In this stacked cobalt–ruthenium silicide, the slowest sliding motions of the layers lie at roughly 100 cm$^{-1}$, or 3 THz. The slowest vibrations that change the layer spacing are about twice as fast. The two highest modes are still missing from the table below. The known thirteen, with some symmetry and a chain of masses and springs, are enough to estimate where the missing two should lie.

Zone-centre phonons of Co2Si3Ru (P4/mmm, 6 atoms per cell), computed by linear response in Ansatz 0.2.0 with PBE, PAW and a 420 eV plane-wave cutoff, without spin polarisation or a dispersion correction. The k mesh is 14×14×6, with Fermi–Dirac smearing of 0.15 eV. The three rigid translations are left out, and modes are numbered by rising frequency.

```tsv
row	phonon frequency (cm^-1)	mode number
1	107.0	1
2	107.0	2
3	107.2	3
4	107.2	4
5	211.5	5
6	237.0	6
7	245.8	7
8	245.8	8
9	252.9	9
10	258.0	10
11	258.0	11
12	269.0	12
13	269.0	13
14	?	?
15	?	?
```

**Count the modes first**

The cell is a stack of six flat layers, alternately metal and silicon, with one atom in each. Motion along the stacking axis $c$ gives six vibrations, one of which is a rigid shift of the crystal, so five remain. Motion within the layers can point in two equivalent directions, which gives five pairs of equal frequency. The table already shows all five pairs but only three single modes: rows 5, 6 and 9. Rows 14 and 15 must therefore be singles, with atoms moving along $c$.

Rows 1 to 4 look like one fourfold level, but they are two pairs that happen to lie close together. The mode number only orders the frequencies and has no physical meaning of its own.

**Why the modes come in groups**

The cell is close to three copies of a smaller unit, each with one metal and one silicon layer. Two of the metal layers are cobalt and one is ruthenium. If the three units were identical, a vibration could repeat in step from unit to unit or with a phase step of 120 degrees, running up or down the stack. Up and down would have the same frequency, so such modes would come as twins. The difference between cobalt and ruthenium can split them.

For each direction of motion this gives three levels. In the lower twins, neighbouring metal and silicon layers move largely in the same direction, though not equally far. In the upper twins they move largely against each other, and the light silicon moves most. The third level is one in-step mode, in which all metal layers move against all silicon layers. Whether it lies above or below the twins depends on the springs.

**Why most motion along $c$ is stiffer**

Springs between neighbouring layers describe the in-plane pairs roughly, to within about 10 per cent. Along $c$ they fail badly. Whichever of rows 5, 6 and 9 is the in-step mode, such springs alone would put the lowest single no higher than about 109 cm$^{-1}$, but it lies at 211.5 cm$^{-1}$.

The likely missing piece is the force between like layers, silicon to silicon and metal to metal. Their atoms sit straight above each other, and the closest are only $0.32 \times 8.253 = 2.64$ Å apart. Sliding the layers hardly changes that distance, whereas motion along $c$ changes it directly. This is the difference between bending and stretching, and here it is an argument from geometry, since no separate force constants are available.

The extra spring does not act on every mode. In the in-step mode like layers keep their distance, so it stays unstretched. In the twins it is stretched, and they rise. The upper twins along $c$ should therefore lie well above the in-step mode, which is where the two missing rows belong.

**The estimate, worked through**

Let $M = (2 \times 59 + 101)/3 = 73$ be the mean metal mass and $m = 28$ the silicon mass, in atomic mass units. Neighbouring layers are joined by a spring of strength 1 and like layers by one of strength $s$. With a phase step of 120 degrees, each layer feels a restoring force $A = 2 + 3s$ per unit displacement, and the metal and silicon motions are coupled with strength 1. Solving the two equations of motion gives the upper twins:

$$\nu = C\sqrt{\frac{A}{2}\left(\frac1m+\frac1M\right)+\sqrt{\frac{A^2}{4}\left(\frac1m-\frac1M\right)^2+\frac{1}{mM}}}$$

Here $\nu$ is the frequency and $C$ sets the scale. A minus sign before the inner root gives the lower twins, and the in-step mode is $\nu = C\sqrt{2(1/m+1/M)}$.

The fit takes row 9 as the in-step mode along $c$, and rows 12 and 13 as the in-plane one. Both choices are guesses from the frequencies, and the computed displacements contradict them; the last section gives the consequences. On this footing, a least-squares fit to the thirteen known rows fixes three constants: one scale for in-plane motion, where $s$ is set to zero, and $C = 804.5$ and $s = 1.312$ for motion along $c$. Then $A = 5.94$, and

$$\nu = 804.5\,\sqrt{0.1467+\sqrt{0.0653^2+0.00049}} \approx 374\ \text{cm}^{-1}.$$

The ten in-plane rows are met within about 12 cm$^{-1}$ by their single constant, but only with the pairs assigned as above. With the assignment that the displacements show, the misses grow to about 25 cm$^{-1}$, and the in-step pair lies below the upper twins where the model puts it above. The two constants for motion along $c$ rest on only three frequencies, which is thin support. Leaving out one row at a time gives no fair error bar: without row 9, the two remaining singles share one model level and cannot fix two constants. The value of $s$ should not be read as a measured bond strength.

**The forecasts**

The model treats the twins as equal, so its forecast is 374 cm$^{-1}$ for both row 14 and row 15. Since cobalt and ruthenium differ, the two should in fact be split, with row 15 the higher.

Two weak points set a rough error bar. First, the result depends on which single is taken as the in-step mode. With row 5 in that role, the same kind of fit gives 400 cm$^{-1}$, which is 26 cm$^{-1}$ higher. Second, the lower twins, taken here as rows 5 and 6, are split by about 11 per cent. The same share for the upper twins would put each missing row some 21 cm$^{-1}$ from their middle. Together that makes about 50 cm$^{-1}$ either way, as a judgement and not a strict limit. Row 15 is also not a fully blind test, because the calculation's summary lists the highest frequency. That value enters neither the fit nor this error bar.

The withheld rows as computed:

```tsv
row	phonon frequency (cm^-1)	mode number
14	366.3	14
15	416.2	15
```

**What hit and what missed**

Row 14 comes out at 366.3 cm$^{-1}$, so the forecast was 7 cm$^{-1}$, or 2 per cent, too high. For row 15 it was 43 cm$^{-1}$ too low. Both values fall within the error bar, though row 15 not by much. Both modes lie far above the other singles, as expected if like layers resist being squeezed together.

The close hit flatters the model. The two computed frequencies average 391 cm$^{-1}$, about 18 cm$^{-1}$ above the model's common level, so the model is too soft. The twins are also split by 50 cm$^{-1}$, which puts the lower one 25 cm$^{-1}$ below their average. The two errors nearly cancel for row 14 and add up for row 15.

The silicon spacings do not explain the splitting. Silicon layers are 2.64 Å apart across cobalt, but $0.36 \times 8.253 = 2.97$ Å apart across ruthenium. The computed displacements show that in row 15 the two silicon layers beside ruthenium move in opposite directions, and so work mainly against the long gap. In row 14 they move together, against the third silicon layer, and strain the short gaps. If the long gap were the softer one, row 14 should be the higher mode, but the order is the reverse. So the direct force between silicon layers, weakening with distance, cannot be the whole story. Stiff silicon–ruthenium bonds may raise row 15, but without separate force constants that remains a guess.

**What to do with such a list**

Sort a list of zone-centre modes by symmetry before reading anything into its order. Here that step alone showed along which axis the atoms move in the two missing modes. Then ask which distances each motion changes: a mode that squeezes like atoms sitting straight above each other can lie far above one that leaves them at a fixed distance.

Do not lean on the order of close levels. Rows 7 to 11 lie within about 12 cm$^{-1}$ of each other. Phonons of a metal depend on how the electron states are sampled and smeared, and convergence with either was not tested here. The calculation also left out spin, so a magnetic state with somewhat different forces remains possible. The absence of imaginary frequencies shows stability only against these zone-centre motions, in a cell that may itself be metastable.

Finally, check the displacements before naming a mode. Frequencies alone could not tell which single is the in-step mode, and the fit chose wrongly. In row 9 the two cobalt layers move in opposite directions and ruthenium is at rest, which rules it out. Row 6 comes closest, with cobalt moving against all the silicon layers, though it has the same symmetry as row 5 and the two can mix. The in-plane partner is the pair in rows 7 and 8; in rows 12 and 13 two silicon layers move in opposite directions. Bond directions agree with this: if all metal–silicon bonds are equally stiff, the in-step mode along $c$ should have 0.95 times the frequency of its partner, and row 6 has 0.96 times that of row 7. Rows 9 and 12 give a similar ratio, 0.94, but only by accident.

With row 6 as the in-step mode and rows 5 and 9 as the lower twins, the same model puts the upper twins at 383 cm$^{-1}$. That is closer to their computed average but 17 cm$^{-1}$ too high for row 14, so the near hit on that row owed something to the wrong choice. The lower twins are then split by about 18 per cent, not 11, and the error bar should have been somewhat wider. The case for an extra force between like layers does not depend on the choice.
